Q: I have the bond data for a small radical, CH₃–CH–B(CH₃)₂, but the results for three of its fourteen bonds are hidden. Can you work out what they should be?

QTAIM bond critical points of the neutral doublet radical CH₃–CH–B(CH₃)₂, from a gas-phase TPSSh/def2-SVP single point with PySCF 2.14.0 at the GFN2-xTB geometry. Atoms 1 and 2 are the carbons of the CH₃–CH group, 3 is boron, 4 and 5 are the methyl carbons on boron, and 6 to 15 are hydrogens.

```
row  density (a.u.)  first atom  second atom  laplacian (a.u.)  energy density (a.u.)
  1           0.281       2.000        9.000            -1.030                 -0.302
  2           0.280       1.000        7.000            -1.031                 -0.302
  3               ?           ?            ?                 ?                      ?
  4               ?           ?            ?                 ?                      ?
  5               ?           ?            ?                 ?                      ?
  6           0.270       1.000        8.000            -0.956                 -0.286
  7           0.268       4.000       12.000            -0.928                 -0.285
  8           0.268       5.000       13.000            -0.925                 -0.284
  9           0.268       4.000       10.000            -0.924                 -0.284
 10           0.268       5.000       15.000            -0.920                 -0.283
 11           0.266       1.000        2.000            -0.642                 -0.226
 12           0.188       2.000        3.000             0.108                 -0.191
 13           0.175       3.000        4.000            -0.097                 -0.184
 14           0.174       3.000        5.000            -0.092                 -0.182
```

A: First let us find out which bonds they are. Each row names the two atoms it joins, so crossing off the known bonds leaves C1–H6, C4–H11 and C5–H14. All three are C–H bonds in methyl groups. C1 carries the methyl group next to the CH carbon, C2, while C4 and C5 are the methyl carbons on boron.

Q: And what exactly is listed for each bond?

A: The values belong to the bond critical point, where the electron density is lowest along the line joining the atoms but highest across it. The Laplacian adds up the three curvatures of the density there, and a negative value means that charge is locally concentrated. The energy density is the sum of the kinetic and potential energy per volume. When it is negative, the potential part wins, as is usual where atoms share electrons.

Q: The known methyl C–H bonds look much alike. What is there to reason from?

A: Their direction. The carbon and boron atoms lie nearly in one plane, and in each methyl group one C–H bond lies close to that plane while the other two point out on either side. On C1 the in-plane bond in row 2 has a density of 0.280, against 0.270 for the out-of-plane bond in row 6. The four out-of-plane bonds on the boron side, rows 7 to 10, share the value 0.268.

Q: Why should the plane matter to a C–H bond?

A: In the usual valence picture, the unpaired electron sits in a p orbital on C2 that stands upright on the plane, beside an empty upright p orbital on boron. A C–H bond that points out of the plane can overlap with these orbitals and give up some of its density, which is called hyperconjugation. A bond lying in the plane is barred from this by symmetry and keeps its density. Densities at single points don't show which orbitals mix, and the spin populations from the same calculation give only weak support. By Hirshfeld's way of dividing the density, each out-of-plane hydrogen on C1 carries about 0.03 of the unpaired electron, and the in-plane one only 0.003. But H9 on C2 also lies in the plane and is still given 0.035, so a hydrogen's share may partly be density of a nearby p orbital rather than a sign of hyperconjugation.

Q: Then turn it into numbers.

A: I assume that the step from out-of-plane to in-plane is the same on boron's methyl groups as on C1. For C4–H11 and C5–H14 this gives

density = 0.268 + (0.280 − 0.270) = 0.278

The step comes from a single pair of bonds, so I allow an error of half its size.

Q: Does the order of the rows give anything away?

A: It does. The rows run from high to low density, so the hidden values must lie between 0.270 and 0.280. That already makes the in-plane bonds on boron's methyl groups denser than their out-of-plane partners. Only the size of the step and the order of the three bonds are left to test.

Q: So what is your forecast for rows 3 and 4?

A: They are C4–H11 and C5–H14, in an order I can't predict. The density is 0.278, with a range from 0.273 to 0.280, where the row order cuts off the top. The same reasoning gives a Laplacian of −1.00 ± 0.04 and an energy density of −0.300 ± 0.008.

Q: And row 5?

A: That should be C1–H6, which is nearly the mirror image of C1–H8 in row 6, so I copy that row. The density is 0.270, with a range from 0.270 to 0.272. The Laplacian is −0.956 ± 0.010 and the energy density −0.286 ± 0.002.

Q: Let us see the calculated values.

The withheld rows as computed:

```
row  density (a.u.)  first atom  second atom  laplacian (a.u.)  energy density (a.u.)
  3           0.274       5.000       14.000            -0.968                 -0.293
  4           0.273       4.000       11.000            -0.962                 -0.291
  5           0.271       1.000        6.000            -0.956                 -0.286
```

A: All three bonds are where I placed them. The mirror-image forecast works best: C1–H6 has the Laplacian and energy density of its twin, and its density differs by only 0.001, which is no more than rounding. The in-plane densities, 0.274 and 0.273, fall within the range, but the second lies right on its lower edge.

Q: That sounds like a narrow escape.

A: It is, and one value does not escape. The energy density of C4–H11 is −0.291, just outside the forecast range. Both Laplacians are inside, but near the end of theirs. Every error for these two bonds points the same way: I made them too much like the in-plane bond on C1.

Q: What went wrong?

A: The step is not the same everywhere. On boron's methyl groups it is 0.274 − 0.268 = 0.006 for C5 and 0.005 for C4, roughly half of the step on C1. The bond lengths in the calculation are uneven in the same way. On C1 the in-plane bond measures 1.086 Å and the other two 1.094 Å, while on boron's methyl groups the lengths are about 1.087 and 1.090 Å. A weaker overlap with the neighbouring p orbital could lie behind both differences, since the bonds from boron to its methyl groups are longer than the bond between C1 and C2, but that remains untested. Crowding of the in-plane hydrogen on C1 explains little, because the nearest hydrogen of another group is hardly closer to it than to the in-plane hydrogen on C4. The geometry also comes from a tight-binding method, and small errors in its C–H lengths could change steps of this size.

Q: Wouldn't bond length have been a simpler guide?

A: For rows 3 and 4 it comes closer. A straight line of density against length, fitted to the seven known C–H bonds, gives 0.275 for both, though it does worse than the mirror image for row 5. But that hit means little. The program takes its lengths from coordinates rounded to 0.01 Å, which is coarser than the real differences between these bonds, and the slope is barely larger than its own error, as the printed output below shows. Even the plain average of the known C–H densities beats my forecast for rows 3 and 4. The unrounded lengths do set the in-plane bond apart within each methyl group, but they fail between groups: the out-of-plane bonds on C1 are longer than those on boron's methyl groups and yet slightly denser.

Q: Could you carry values from one boron–carbon bond to another in the same way?

A: Between the two B–CH₃ bonds, rows 13 and 14, yes, since they nearly agree. The bond from boron to C2, row 12, is different: its Laplacian is positive, which taken alone would suggest a closed-shell, ionic contact. Yet it is the shortest of the three and has the highest density and the most negative energy density.

Q: How can both be true?

A: The Laplacian reflects a balance between two large terms. With G for the kinetic and V for the potential energy density, the local virial relation reads

Laplacian / 4 = 2G + V

Going from the B–CH₃ bonds to row 12, G rises from 0.16 to 0.22 while V deepens from −0.34 to −0.41. Because G counts twice, the Laplacian turns positive although the sum G + V becomes more negative. Its sign alone is therefore no measure of how well this bond shares electrons.

Q: What would settle the question of the C–H bonds?

A: A saturated chain would be a useful comparison, since its methyl groups have no half-filled or empty p orbital beside them and this reason for unequal C–H bonds falls away. More direct still would be to turn the methyl group on C1 step by step. Does the density of each C–H bond follow its angle to the plane, as hyperconjugation requires, or its distance from boron?

Printed output of the fit:

```
in-plane less out-of-plane density on C1 (a.u.): 0.01
half of that shift, error of the density forecast (a.u.): 0.005
half of the Laplacian shift (a.u.): 0.0375
half of the energy density shift (a.u.): 0.008
second atom of rows 3 to 5: 14, 11, 6
density forecast, rows 3 to 5 (a.u.): 0.278, 0.278, 0.27
density forecast less computed, rows 3 to 5 (a.u.): 0.004, 0.005, -0.001
Laplacian forecast, rows 3 to 5 (a.u.): -0.9992, -0.9992, -0.956
Laplacian forecast less computed, rows 3 to 5 (a.u.): -0.03125, -0.03725, 0
energy density forecast, rows 3 to 5 (a.u.): -0.3, -0.3, -0.286
energy density forecast less computed, rows 3 to 5 (a.u.): -0.007, -0.009, 0
correlation of length and density, known C-H rows: -0.4841
fit of density on 7 rows (second_atom >= 6): constant 0.8072 +/- 0.43, coefficient of length -0.4909 +/- 0.4; rms 0.00483, worst 2 -0.0086, leave-one-out rms 0.00678
  rows outside the fit (model, value, miss): 3 0.2746, 0.274, 0.000599; 4 0.2746, 0.273, 0.0016; 5 0.2685, 0.271, -0.00247; 11 0.08238, 0.266, -0.184; 12 0.0648, 0.188, -0.123; 13 0.0267, 0.175, -0.148; 14 0.02596, 0.174, -0.148
lengths of the B-C bonds, rows 12 to 14 (angstrom): 1.512, 1.59, 1.592
kinetic energy density, rows 12 to 14 (a.u.): 0.218, 0.1598, 0.159
potential energy density, rows 12 to 14 (a.u.): -0.409, -0.3438, -0.341
```
